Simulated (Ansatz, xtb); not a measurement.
# Two isomers of C3H10OSi

We compare X, `C[Si](C)(C)O`, a singlet, with Y, `CC[Si@H](C)O`, a singlet. Both are isolated molecules in the gas phase, relaxed with PBE0-D3(BJ)/def2-SVP; the shapes shown needn't be the lowest conformers.

X (Å):

```yaml
atoms:
  - { symbol: C, position_ang: [1.1869, 2.3394, 1.8594] }
  - { symbol: C, position_ang: [-1.1113, 0.4149, 2.5119] }
  - { symbol: C, position_ang: [0.7206, -0.1468, 0.0944] }
  - { symbol: O, position_ang: [-1.0925, 2.0062, 0.0606] }
  - { symbol: Si, position_ang: [-0.0948, 1.1770, 1.1283] }
  - { symbol: H, position_ang: [0.7181, 3.1422, 2.4516] }
  - { symbol: H, position_ang: [1.7869, 2.8121, 1.0660] }
  - { symbol: H, position_ang: [1.8755, 1.7970, 2.5273] }
  - { symbol: H, position_ang: [-1.8810, -0.2612, 2.1077] }
  - { symbol: H, position_ang: [-1.6208, 1.1845, 3.1144] }
  - { symbol: H, position_ang: [-0.4728, -0.1684, 3.1949] }
  - { symbol: H, position_ang: [-0.0333, -0.8159, -0.3485] }
  - { symbol: H, position_ang: [1.4068, -0.7589, 0.7006] }
  - { symbol: H, position_ang: [1.2988, 0.3015, -0.7283] }
  - { symbol: H, position_ang: [-1.5989, 2.7335, 0.4318] }
```

Y (Å):

```xyz
15

C     0.0729   -2.3370    0.9005
C    -1.2483   -1.8991    0.2735
C    -0.5176    1.1191    0.2287
O    -1.9257   -0.0047    2.4048
Si   -1.7806   -0.1549    0.7404
H     0.3263   -3.3786    0.6477
H     0.9105   -1.7068    0.5617
H     0.0369   -2.2599    1.9986
H    -2.0599   -2.5918    0.5618
H    -1.1991   -1.9547   -0.8293
H    -3.1016    0.1216    0.0811
H     0.4463    0.9339    0.7273
H    -0.3530    1.0944   -0.8599
H    -0.8511    2.1313    0.5031
H    -2.6019   -0.5450    2.8224
```

Energies in hartree; the thermal terms are from PBE0-D3(BJ)/def2-SVP harmonic frequencies (ideal gas, rigid rotor, one conformer each, 298.15 K, 1 atm) and include the zero-point energy:

|  | X | Y |
| --- | --- | --- |
| E, CCSD(T)/def2-SVP | −483.874229 | −483.857236 |
| E, MP2/def2-SVP | −483.790850 | −483.772628 |
| E, MP2/def2-TZVPP | −484.308344 | −484.285552 |
| zero-point energy | 0.124511 | 0.125216 |
| H(298 K) − E | 0.134451 | 0.134538 |
| G(298 K) − E | 0.092350 | 0.093064 |

Q: Correct the CCSD(T) difference for the basis set by the MP2 change, then work out ΔE, ΔE₀, ΔH and ΔG for X → Y in kcal/mol (1 Eh = 627.51 kcal/mol) and the equilibrium ratio [Y]/[X].

A: 1. Differences Y − X: CCSD(T) +0.016993, MP2 in the small set +0.018222, MP2 in the large set +0.022792 Eh.
2. ΔE = +0.016993 + (+0.022792 − (+0.018222)) = +0.021563 Eh = +13.53 kcal/mol.
3. ΔE₀ = ΔE + ΔZPE = +0.021563 + (+0.000705) Eh = +13.97 kcal/mol.
4. ΔH = ΔE + (+0.000087) Eh = +13.59 kcal/mol.
5. ΔG = ΔE + (+0.000714) Eh = +13.98 kcal/mol, so ΔS = (ΔH − ΔG)/T = −5.5 J/(mol K).
6. kT = 0.9442 mEh, so K = [Y]/[X] = exp(−ΔG/kT) = exp(−23.59) ≈ 5.7 × 10^−11.

Structure X is favoured at this temperature. An error of 1 kcal/mol in ΔG would change K by a factor of 5.4. GFN2-xTB gave ΔE the other sign. Mirror images and further conformers aren't counted.

As drawn, Y has 1 C–C, 1 Si–H in place of 1 C–Si, 1 C–H.

Other levels gave ΔE = −4.7 (GFN2-xTB); +14.1 (HF/STO-3G, GFN2-xTB geometries); +13.2 (r2SCAN-D4/def2-SVP, GFN2-xTB geometries); +12.3 (PBE0-D3(BJ)/def2-SVP); +11.3 (HF/def2-SVP); +11.4 (MP2/def2-SVP); +10.7 (CCSD(T)/def2-SVP) kcal/mol. The correlated steps freeze 9 core orbitals. Programs: Ansatz 0.2.0, xtb 6.7.1.

The preference for trimethylsilanol over ethyl(methyl)silanol is almost entirely electronic, as the thermal terms barely alter it. Both isomers keep the Si–O and O–H bonds, so the strong siloxy linkage cannot be the cause. What changes is the partner of carbon and hydrogen: Y gives up a C–H and a Si–C bond for a Si–H and a C–C bond. C–H is considerably stronger than Si–H, and the polar Si–C bond is strong enough that the new C–C bond does not make up the loss.

In the small basis, HF, MP2 and CCSD(T) nearly agree, so differential correlation is minor there; enlarging the basis matters more, probably through better polarisation around silicon. GFN2-xTB alone reverses the order, which suggests an imbalance in its parametrised bond energies rather than a real competition between the isomers. The equilibrium ratio says nothing about the rate of interconversion, which requires strong σ bonds to be reorganised, so Y could well persist once made.
